Before an energy–volume curve of tungsten is used for a stiffness or a thermal expansion, someone has to decide whether the electronic smearing used in the calculation may stay or must be reduced. Smearing replaces the sharp edge between filled and empty states by a soft one, which steadies the calculation of a metal but adds an artificial entropy term to the energy. A constant term would be harmless. What matters is how it changes with volume.

Ansatz 0.2.0, r2SCAN with plane waves and PAW, scalar-relativistic and without spin polarization, for body-centred cubic tungsten with one atom per cell at a series of fixed volumes. The cutoff is 500 eV, the k mesh 18×18×18 and the Gaussian smearing width 0.1 eV. The smearing entropy term is −TS, the contribution to the free energy.

```
volume (Å³/atom)  shortest distance (Å)  smearing entropy term (meV/atom)
          14.747                  2.676                            -3.070
          14.950                  2.688                            -3.090
          15.427                  2.716                            -3.270
          15.848                  2.741                            -3.500
          15.904                  2.744                            -3.540
          16.381                  2.771                            -3.880
          16.739                  2.791                            -4.010
          16.865                  2.798                            -4.010
```

For the energy curve the answer is reassuring. When the density of states is smooth, the free energy lies below its zero-width limit by half the magnitude of the smearing entropy term. That half changes by about 0.5 meV/atom over the whole series, while the energy itself varies by 96 meV/atom. The term is less innocent as a gauge of the electronic structure, because it does not grow as simple band narrowing says it should.

**What the term measures**

Only states close to the Fermi level are partly filled, and only they contribute. With Gaussian smearing of width $\sigma$, a state at energy $\varepsilon$ adds $-(\sigma/2\sqrt{\pi})\,e^{-x^2}$, where $x=(\varepsilon-E_F)/\sigma$ is its distance from the Fermi level $E_F$ in units of the width. In the limit of a density of states $N$ that is flat across this window, the sum becomes an integral:

$$-TS \approx -\frac{\sigma}{2\sqrt{\pi}}\,N\int e^{-x^2}\,\sigma\,dx = -\frac{N\sigma^2}{2}.$$

If the width is quoted as a standard deviation the prefactor changes, but the proportionality to $N$ does not. At fixed width the term therefore follows the density of states around the Fermi level. It is a numerical quantity and should not be read as the thermal entropy of the electrons.

Now consider the limit in which expansion does nothing but shrink every band by one common factor. The atoms move apart, their d orbitals overlap less, and the same number of states is packed into a narrower range of energy. Because the number of electrons is fixed, the Fermi level keeps its place within the band pattern. The density of states, and with it the magnitude of the term, must then grow in inverse proportion to the band width, provided the density of states is smooth across the smearing window and the k mesh samples it finely.

The same calculations supply a measure of that width. Tungsten's 14 valence and semicore electrons would fill seven bands if the bands did not overlap, so the height of the top of the seventh band above the bottom of the eighth is an energy that shrinks with the pattern. It falls roughly as the fourth power of the shortest distance. Stretching the contacts by 1% should thus raise the magnitude of the term by about 4%.

**The compressed cells: narrowing is enough**

From 14.747 to 15.427 Å³/atom the simple picture works. The magnitude of the term rises by between 6 and 7%, and the band overlap shrinks by the amount that calls for just such a rise. The point in between, at 14.950 Å³/atom, lies about 1% low, which makes the first step look almost flat and the second one steeper. Over this stretch as a whole, nothing beyond narrowing is needed.

**Around the stress-free cell: the break**

The next stretch, up to 16.381 Å³/atom, is different. Here the magnitude grows from 3.27 to 3.88 meV/atom, or 19%, whereas narrowing accounts for only about 9%. The two rows in the middle, at 15.848 and 15.904 Å³/atom, are already some 4% above the level set by the compressed cells. No single row is out of line with its neighbours. The break is a gradual step, and the stress-free cell, the one at 15.904 Å³/atom, stands on it.

**The stretched cells: a higher level that flattens out**

Beyond the step the simple picture roughly returns. From 16.381 to 16.865 Å³/atom the magnitude rises by 3%, where narrowing asks for 4%, and in the last step it does not rise at all: unrounded, it slips from 4.0114 to 4.0102 meV/atom where narrowing asks for a rise of about 1%. The product of term and band overlap, which uniform narrowing would hold constant, is on average 10% higher in these three cells than in the three smallest. Within each group it varies by little more than 1%. Two levels joined by a step describe the table well, although each level rests on only three rows and the upper one may be the top of a broad maximum rather than a plateau.

**How large the break is**

An estimate across the full range shows what this means in practice. Take the first row as the anchor and scale it by the ratio of the band overlaps, 7.30 eV in the smallest cell and 6.07 eV in the largest:

$$3.07\ \text{meV}\times\frac{7.30}{6.07}\approx 3.69\ \text{meV}.$$

The calculation gives 4.01 meV/atom, so uniform narrowing from this anchor ends 8% too low. It delivers two thirds of the rise and leaves the remaining third to the step.

Fitting the same law to all eight rows with one free prefactor spreads the error but does not remove it. The law is then too high in the smaller cells and too low in the three largest, by up to 0.19 meV/atom. A power of the shortest distance with a free exponent comes closer, within 0.08 meV/atom, yet it needs an exponent of 6.6 where the bands themselves narrow with an exponent near 4. That steep power absorbs the step into a smooth curve and should not be taken for a law of bonding. The printed output after this text lists both fits row by row.

**Where the step may come from**

The inverse law rests on two things: bands that narrow uniformly, and a density of states that is smooth and finely sampled across the smearing window. Either can fail, and there are two limits to consider. On an infinitely dense mesh of k points, the step would be real structure in the density of states, sliding into the smearing window because s-like and d-like bands respond differently to volume. On a coarse mesh, a few individual levels drifting into the window could produce the same step. Even perfectly uniform narrowing is expected to do this: shrinking all bands at a fixed width acts like widening the smearing, and a sum over few levels need not follow the square of the width. The step alone therefore does not prove that the narrowing is uneven.

The size of the second effect can be estimated. A k point in a general position has 48 copies by symmetry among the $18^3$ points of the mesh. If one of its bands lies exactly at the Fermi level, both spins together add

$$\frac{2\times 48}{18^3}\times\frac{100\ \text{meV}}{2\sqrt{\pi}}\approx 0.46\ \text{meV}$$

per atom, and about 0.66 meV if the width is a standard deviation. The whole term is worth fewer than ten such points, and the step, about 0.3 meV/atom, is worth less than one.

One level drifting towards the Fermi level could therefore cause the entire break. It would do so smoothly, because the Gaussian lets its contribution swell gradually over a shift of about 0.1 eV. Uniform narrowing would move a level this close to the Fermi level by only about a tenth of its distance over the step, too little for one level alone. It would have to belong to a band that shifts against the d pattern, or several levels would have to act together, and these outputs do not show which. A smooth curve is thus no evidence that the mesh is dense enough.

Which of the two causes is at work remains untested. A mesh twice as dense in each direction would separate them, because a single general point could then add only one eighth as much, about 0.06 meV/atom. A step that survived would belong to the band structure; one that faded would belong to the mesh. Even a surviving step would hold only for bands without spin–orbit coupling, which in tungsten splits some levels near the Fermi level by more than the smearing width.

**What this means for the decision**

The steepest part of the curve lies where an equilibrium volume is determined, so its effect there deserves a number. Just above the stress-free cell the magnitude grows by 0.71 meV per Å³. Half of that slope, converted at 0.16 GPa for each meV/Å³, is a pressure of about 0.06 GPa. The pressures of the two cells nearest zero stress give a bulk modulus of about 320 GPa, so the equilibrium volume would shift by only about 0.02%.

A stiffness depends on how fast the slope itself changes. Beyond the steepest stretch the slope falls from 0.71 to 0.36 meV per Å³ within about 0.4 Å³, which alters the bulk modulus by only about 1 GPa; the further drop to zero within about 0.24 Å³ in the largest cells is worth about 2 GPa.

The smearing can therefore stay for an equilibrium volume or a stiffness. A thermal expansion also depends on how the stiffness changes with volume, which these estimates do not cover. Using the term to follow the density of states is a stricter task: narrowing gives the direction and most of the rise, but a change of 10% may still come from the k mesh alone.

Output of the analysis:

```
fit of mag on 8 rows: coefficient of inv 23.49 +/- 0.36; rms 0.143, worst 14.95 0.187, leave-one-out rms 0.163
fit of lnm on 8 rows: constant -5.393 +/- 0.35, coefficient of lnd 6.6 +/- 0.34; rms 0.0131, worst 16.381 -0.0217, leave-one-out rms 0.018
Two smooth models (misses are prediction less value, meV/atom):
     row  overlap_eV  term_x_overlap_excess_percent  miss_uniform  miss_power
  14.747       7.301                         0.3273        0.1475    -0.05406
   14.95       7.168                        -0.8631        0.1873     0.01633
  15.427       6.869                         0.5358          0.15     0.05622
  15.848       6.621                           3.72       0.04817     0.03357
  15.904       6.588                          4.394       0.02554     0.01917
  16.381       6.325                          9.842       -0.1658    -0.08323
  16.739       6.137                          10.15       -0.1823    -0.02867
  16.865       6.073                          9.012       -0.1422      0.0377
Rise of the magnitude over the series, percent: 30.62
Rise expected from the shrinking overlap alone, percent: 20.21
Power of the distance with which the overlap falls: 4.129
Slope between the two smallest cells, meV per cubic angstrom: 0.09852
Slope from the stress-free cell to the next larger, meV per cubic angstrom: 0.7128
Mean excess of term x overlap in the three largest cells over the three smallest, percent: 9.669
Largest miss of uniform narrowing, meV/atom: 0.1873
Largest miss of the free power, meV/atom: 0.08323
Most that one general k point with its copies can add, meV/atom: 0.4644
The same if the width means a standard deviation, meV/atom: 0.6567
Mean term in units of one such k point: 7.637
Half the change of the term over the series, meV/atom: 0.47
Range of the energy over the series, meV/atom: 95.8
```
